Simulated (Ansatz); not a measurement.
## A series in volume scale on Nb3In

Results calculated with Ansatz 0.2.0, not measured. Free energy against uniform scaling of the volume at fixed shape and fractions; periodic cell, basis, potentials, k mesh and filling as listed.

The cell before it is scaled or strained (space group Cmmm, No. 65):
```
Nb3In
1.0
      1.7434    -2.3328     0.0000
      1.7434     2.3328     0.0000
      0.0000     0.0000     9.4843
Nb In
3 1
Direct
  0.50000 0.50000 0.74332
  0.00000 0.00000 0.50000
  0.50000 0.50000 0.25668
  0.00000 0.00000 0.00000
```

Settings of every row: functional PBEsol; dispersion none; potentials PAW; wave cutoff 500 eV; density cutoff 2000 eV; k mesh 8x8x3; k shift 0x0x0; occupations cold; smearing width 0.15 eV; spin none; SCF threshold exponent -9.

Limits: coarse k mesh, up to 40 meV an atom off; the cell comes from a prototype or a list of computed structures and needn't be the stable phase.

| row | volume scale | V (Å³/atom) | energy above lowest point (meV/atom) |
| --- | --- | --- | --- |
| 1 | 0.9406 | 18.141 | 0 |
| 2 | 0.9703 | 18.714 | 2.5 |
| 3 | 1 | 19.286 | 21.3 |
| 4 | 1.0297 | 19.859 | ? |
| 5 | 1.0594 | 20.432 | 98.2 |

Question: what energy above lowest point should row 4 give?

Worked fit of energy above lowest point. Take u = (V_r/V)^(2/3) − 1 with V_r = 19 Å³ an atom, which is twice the finite (Eulerian) strain; such expansions in the strain, on which the Birch-Murnaghan equation of state is built, carry the rest volume and the bulk modulus. The shown rows have u = 0.03132, 0.01016, -0.00991, -0.04729. Least squares give energy above lowest point = 10.05 − 936.2 × u + 19626 × u² meV/atom; a straight line predicts inner rows, each left out in turn, worse (root mean square 19 against 0.12 meV/atom). The rows lie off it by 0.0, -0.1, 0.0, 0.0. Its lowest point lies at u = 0.0239, or V = 18.34 Å³ an atom, and the curvature there gives the bulk modulus at fixed shape and fractions, B = (4/9)(1 + u)² E″(u)/V = 160 GPa. Letting shape and atoms relax would as a rule lower it, by much in layered, chain or molecular crystals. The withheld row has u = -0.02905, so the fit gives 10.05 − 936.2 × (-0.02905) + 19626 × (-0.02905)² = 53.8 meV/atom.

The calculation gave 53.9 meV/atom. The fit lies 0.1 meV/atom (0.1 % of the column's range) below it, one unit of the last digit.
